**2p1/2 removal energies of carbon-like Yb64+ to Au73+: sizes of the parts and misses against reference values**

The table holds Koopmans values, relaxation, self-energy shifts, Breit and QED parts and final removal energies from a B-spline no-pair Dirac–Coulomb many-body calculation, together with nine tabulated-theory entries and one semi-empirical entry. The program fits nothing: it applies one parameter-free estimate (point-nucleus Dirac level less first-order hydrogenic repulsion) and works out ratios, powers of Z, the miss of each rung and the effect of rounding in the reference. The estimate lies 1.39 to 1.71 % above the Koopmans values, and Breit, growing as Z^3.57, is the largest correction. The final values lie within 5 eV of the theory entries, eight of which appear rounded to 10 eV, so the form of the self-energy is not tested. The W68+ entry lies 57.4 eV above a computed value that follows its neighbours smoothly.

B-spline many-body code 1: removal of a 2p1/2 electron from carbon-like ions, closed shell [He] 2s2 (2p1/2)2, by no-pair Dirac-Hartree-Fock (Dirac-Coulomb) plus a diagonal self-energy. Each self-energy shift is relative to the Koopmans value. The final removal energy is the Koopmans value plus the TDHF-screened shift, the Breit part and the QED part.

## Numerical check

```python
# Table: 2p1/2 removal energies (eV) of 6-electron ions Yb64+..Au73+, B-spline many-body code,
# no-pair Dirac-Coulomb: Koopmans + diagonal self-energy shift + Breit + QED, and reference values.
# Worked out: sizes and growth of the parts, miss of each rung, rounding of the reference, and one
# parameter-free estimate (point Dirac level less first-order hydrogenic repulsion).
T = {
    'ion': ['Yb64+', 'Lu65+', 'Hf66+', 'Ta67+', 'W68+', 'Re69+', 'Os70+', 'Ir71+', 'Pt72+', 'Au73+'],
    'Z': [70, 71, 72, 73, 74, 75, 76, 77, 78, 79],
    'charge': [64, 65, 66, 67, 68, 69, 70, 71, 72, 73],  # e
    'hole_koopmans_2p12': [16225.1, 16766.3, 17318.9, 17883.1, 18459.2, 19047.4, 19647.8, 20260.8, 20886.6, 21525.5],  # eV
    'hole_relaxation_delta_scf_2p12': [-1.5941, -1.6098, -1.6259, -1.6426, -1.6599, -1.6778, -1.6963, -1.7154, -1.7352, -1.7557],  # eV
    'hole_shift_second_order_2p12': [0.5824, 0.5586, 0.5332, 0.5084, 0.4831, 0.4579, 0.4331, 0.4089, 0.3841, 0.3594],  # eV
    'hole_shift_tdhf_screened_2p12': [0.4331, 0.4151, 0.3955, 0.3763, 0.3565, 0.3368, 0.3172, 0.298, 0.2782, 0.2582],  # eV
    'hole_breit_2p12': [-33.187, -34.883, -36.646, -38.479, -40.385, -42.365, -44.424, -46.562, -48.785, -51.094],  # eV
    'hole_qed_2p12': [-0.23355, -0.30481, -0.38401, -0.4718, -0.56885, -0.67586, -0.79354, -0.92265, -1.0641, -1.2189],  # eV
    'hole_removal_energy_2p12': [16192.1, 16731.5, 17282.2, 17844.5, 18418.6, 19004.7, 19602.9, 20213.7, 20837.1, 21473.4],  # eV
    'tab': [16191.0, 16730.0, 17280.0, 17840.0, 18476.0, 19000.0, 19600.0, 20210.0, 20840.0, 21470.0],  # eV
    'tab_kind': ['tabulated theory', 'tabulated theory', 'tabulated theory', 'tabulated theory', 'semi empirical', 'tabulated theory', 'tabulated theory', 'tabulated theory', 'tabulated theory', 'tabulated theory'],
}
import numpy as np
from scipy.constants import alpha, physical_constants as pc
Ha = pc['Hartree energy in eV'][0]; mc2 = Ha/alpha**2
g = lambda k: np.array(T[k], float)
ion = T['ion']; Z = g('Z'); tab = g('tab')
K, R, S2, ST, B, Q, F = [g('hole_'+k+'_2p12') for k in ('koopmans', 'relaxation_delta_scf',
    'shift_second_order', 'shift_tdhf_screened', 'breit', 'qed', 'removal_energy')]
semi = np.array([str(k).startswith('semi') for k in T['tab_kind']])
p = lambda a, b: np.log(b/a)/np.log(Z[-1]/Z[0])
D = mc2*(1-np.sqrt((1+np.sqrt(1-(Z*alpha)**2))/2)); NR = Z**2/8*Ha
c1 = 2*59/243-112/6561 + 2*83/512-15/512 + 93/512   # exact hydrogenic integrals: 1s, 2s, 2p partner
V = c1*Z*Ha
print(f"Estimate = bare Dirac 2p1/2 level - {c1:.4f} Z hartree (all energies in eV)")
print("ion  Z*alpha  Z^2/8  Dirac  Dirac-Koopmans  first-order  ratio  estimate error %")
for i in range(len(Z)):
    print(f"{ion[i]} {Z[i]*alpha:.3f} {NR[i]:.0f} {D[i]:.0f} {D[i]-K[i]:.0f} {V[i]:.0f} {(D[i]-K[i])/V[i]:.3f} {100*(D[i]-V[i]-K[i])/K[i]:+.2f}")
print(f"Dirac less Z^2/8: Yb {D[0]-NR[0]:.0f}, Au {D[-1]-NR[-1]:.0f}")
print(f"Yb to Au change: final {F[-1]-F[0]:.1f}, Koopmans {K[-1]-K[0]:.1f}, Breit {B[-1]-B[0]:.2f}, QED {Q[-1]-Q[0]:.2f}, TDHF shift {ST[-1]-ST[0]:.2f}")
print(f"End-to-end power of Z: Koopmans {p(K[0],K[-1]):.2f}, Breit {p(B[0],B[-1]):.2f}, QED {p(Q[0],Q[-1]):.1f}, relaxation {p(R[0],R[-1]):.2f}")
print(f"Breit/Koopmans: Yb {100*B[0]/K[0]:.3f} %, Au {100*B[-1]/K[-1]:.3f} %; |Breit|/TDHF shift {-B[0]/ST[0]:.0f}, {-B[-1]/ST[-1]:.0f}; Breit/QED {B[0]/Q[0]:.0f}, {B[-1]/Q[-1]:.0f}")
print("First ion with |QED| above the TDHF shift:", ion[int(np.argmax(-Q > ST))])
C = S2-R
print(f"Second-order shift less relaxation: Yb {C[0]:.3f}, Au {C[-1]:.3f}; fall of shift {S2[-1]-S2[0]:.3f}, of relaxation {R[-1]-R[0]:.3f} ({100*(R[-1]-R[0])/(S2[-1]-S2[0]):.0f} %)")
print(f"Second-order less TDHF shift: Yb {S2[0]-ST[0]:.3f}, Au {S2[-1]-ST[-1]:.3f}")
print(f"Largest |Koopmans+TDHF+Breit+QED - final| {abs(K+ST+B+Q-F).max():.2f} (two values rounded to 0.1)")
print("Miss against reference: ion  Koopmans  +2nd order  +TDHF  +TDHF+Breit  final | step computed, reference")
for i in range(len(Z)):
    st = f" | {F[i]-F[i-1]:.1f} {tab[i]-tab[i-1]:.0f}" if i else ""
    print(f"{ion[i]} {K[i]-tab[i]:+.1f} {K[i]+S2[i]-tab[i]:+.1f} {K[i]+ST[i]-tab[i]:+.1f} {K[i]+ST[i]+B[i]-tab[i]:+.1f} {F[i]-tab[i]:+.1f}{st}")
e = F-tab; ten = (~semi) & (tab % 10 == 0); w = int(np.argmax(semi))
print(f"Theory entries ending in 0: {ten.sum()}; equal to final rounded to 10 eV: {(np.round(F[ten],-1)==tab[ten]).sum()}; positive misses: {(e[ten]>0).sum()}")
print(f"Their mean miss {e[ten].mean():+.1f}; scatter of such a mean from rounding alone {10/np.sqrt(12*ten.sum()):.1f}")
print(f"Constant offset allowed by +-5 rounding: {e[ten].max()-5:+.1f} to {e[ten].min()+5:+.1f}; by Yb (+-0.5): {e[0]-.5:+.1f} to {e[0]+.5:+.1f}")
print(f"{ion[w]} (semi-empirical): miss {e[w]:.1f} = {100*e[w]/tab[w]:.2f} %; reference above Koopmans by {tab[w]-K[w]:.1f}")
d2 = np.diff(F, 2); print(f"Second differences of final: {d2.min():.1f} to {d2.max():.1f}")
# Further outputs of the same runs (Yb, Au): two other 2p1/2 shifts, and the 2s hole
X = {0: dict(rpa=0.811033, hp=0.467903, K=16472.4, R=-1.06602, S2=-0.874982, B=-16.6398, Q=-15.5831, F=16439.0),
     -1: dict(rpa=0.535632, hp=0.281763, K=21829.4, R=-1.15215, S2=-0.692508, B=-25.5889, Q=-24.8424, F=21778.1)}
for i, x in X.items():
    s = [S2[i], ST[i], x['rpa'], x['hp']]; u = alpha/np.pi*(Z[i]*alpha)**4/8*mc2
    print(f"{ion[i]}: span of four 2p1/2 shifts {max(s)-min(s):.2f}; 2s less 2p1/2: Koopmans {x['K']-K[i]:.1f}, final {x['F']-F[i]:.1f}")
    print(f"  QED 2s/2p {x['Q']/Q[i]:.0f}; Breit 2p/2s {B[i]/x['B']:.2f}; Breit+QED 2p {B[i]+Q[i]:.1f}, 2s {x['B']+x['Q']:.1f}")
    print(f"  QED in units (alpha/pi)(Z alpha)^4 mc^2/8 = {u:.1f} eV: 2p {Q[i]/u:.3f}, 2s {x['Q']/u:.2f}; 2s shift less relaxation {x['S2']-x['R']:+.2f}")
print(f"End-to-end power of Z for 2s: QED {p(X[0]['Q'],X[-1]['Q']):.2f}, Breit {p(X[0]['B'],X[-1]['B']):.2f}")
assert (R < 0).all() and (S2 > ST).all() and (ST > 0).all()
assert 3 < p(B[0], B[-1]) < 4.5 and (-B > 10*np.maximum(-Q, S2)).all()
assert abs(e[~semi]).max() < 5 and (K-tab)[~semi].min() > 30
assert semi.sum() == 1 and tab[w] > K[w]
```

Running it gives:

```
Estimate = bare Dirac 2p1/2 level - 0.9451 Z hartree (all energies in eV)
ion  Z*alpha  Z^2/8  Dirac  Dirac-Koopmans  first-order  ratio  estimate error %
Yb64+ 0.511 16667 18250 2025 1800 1.125 +1.39
Lu65+ 0.518 17147 18831 2064 1826 1.131 +1.42
Hf66+ 0.525 17633 19423 2104 1852 1.136 +1.46
Ta67+ 0.533 18126 20028 2145 1877 1.142 +1.49
W68+ 0.540 18626 20645 2185 1903 1.148 +1.53
Re69+ 0.547 19133 21274 2227 1929 1.155 +1.57
Os70+ 0.555 19647 21917 2269 1955 1.161 +1.60
Ir71+ 0.562 20167 22573 2312 1980 1.168 +1.64
Pt72+ 0.569 20694 23242 2355 2006 1.174 +1.67
Au73+ 0.576 21228 23925 2400 2032 1.181 +1.71
Dirac less Z^2/8: Yb 1583, Au 2697
Yb to Au change: final 5281.3, Koopmans 5300.4, Breit -17.91, QED -0.99, TDHF shift -0.17
End-to-end power of Z: Koopmans 2.34, Breit 3.57, QED 13.7, relaxation 0.80
Breit/Koopmans: Yb -0.205 %, Au -0.237 %; |Breit|/TDHF shift 77, 198; Breit/QED 142, 42
First ion with |QED| above the TDHF shift: Ta67+
Second-order shift less relaxation: Yb 2.176, Au 2.115; fall of shift -0.223, of relaxation -0.162 (72 %)
Second-order less TDHF shift: Yb 0.149, Au 0.101
Largest |Koopmans+TDHF+Breit+QED - final| 0.09 (two values rounded to 0.1)
Miss against reference: ion  Koopmans  +2nd order  +TDHF  +TDHF+Breit  final | step computed, reference
Yb64+ +34.1 +34.7 +34.5 +1.3 +1.1
Lu65+ +36.3 +36.9 +36.7 +1.8 +1.5 | 539.4 539
Hf66+ +38.9 +39.4 +39.3 +2.6 +2.2 | 550.7 550
Ta67+ +43.1 +43.6 +43.5 +5.0 +4.5 | 562.3 560
W68+ -16.8 -16.3 -16.4 -56.8 -57.4 | 574.1 636
Re69+ +47.4 +47.9 +47.7 +5.4 +4.7 | 586.1 524
Os70+ +47.8 +48.2 +48.1 +3.7 +2.9 | 598.2 600
Ir71+ +50.8 +51.2 +51.1 +4.5 +3.7 | 610.8 610
Pt72+ +46.6 +47.0 +46.9 -1.9 -2.9 | 623.4 630
Au73+ +55.5 +55.9 +55.8 +4.7 +3.4 | 636.3 630
Theory entries ending in 0: 8; equal to final rounded to 10 eV: 8; positive misses: 7
Their mean miss +2.5; scatter of such a mean from rounding alone 1.0
Constant offset allowed by +-5 rounding: -0.3 to +2.1; by Yb (+-0.5): +0.6 to +1.6
W68+ (semi-empirical): miss -57.4 = -0.31 %; reference above Koopmans by 16.8
Second differences of final: 11.3 to 12.9
Yb64+: span of four 2p1/2 shifts 0.38; 2s less 2p1/2: Koopmans 247.3, final 246.9
  QED 2s/2p 67; Breit 2p/2s 1.99; Breit+QED 2p -33.4, 2s -32.2
  QED in units (alpha/pi)(Z alpha)^4 mc^2/8 = 10.1 eV: 2p -0.023, 2s -1.54; 2s shift less relaxation +0.19
Au73+: span of four 2p1/2 shifts 0.28; 2s less 2p1/2: Koopmans 303.9, final 304.7
  QED 2s/2p 20; Breit 2p/2s 2.00; Breit+QED 2p -52.3, 2s -50.4
  QED in units (alpha/pi)(Z alpha)^4 mc^2/8 = 16.4 eV: 2p -0.074, 2s -1.52; 2s shift less relaxation +0.46
End-to-end power of Z for 2s: QED 3.86, Breit 3.56
```
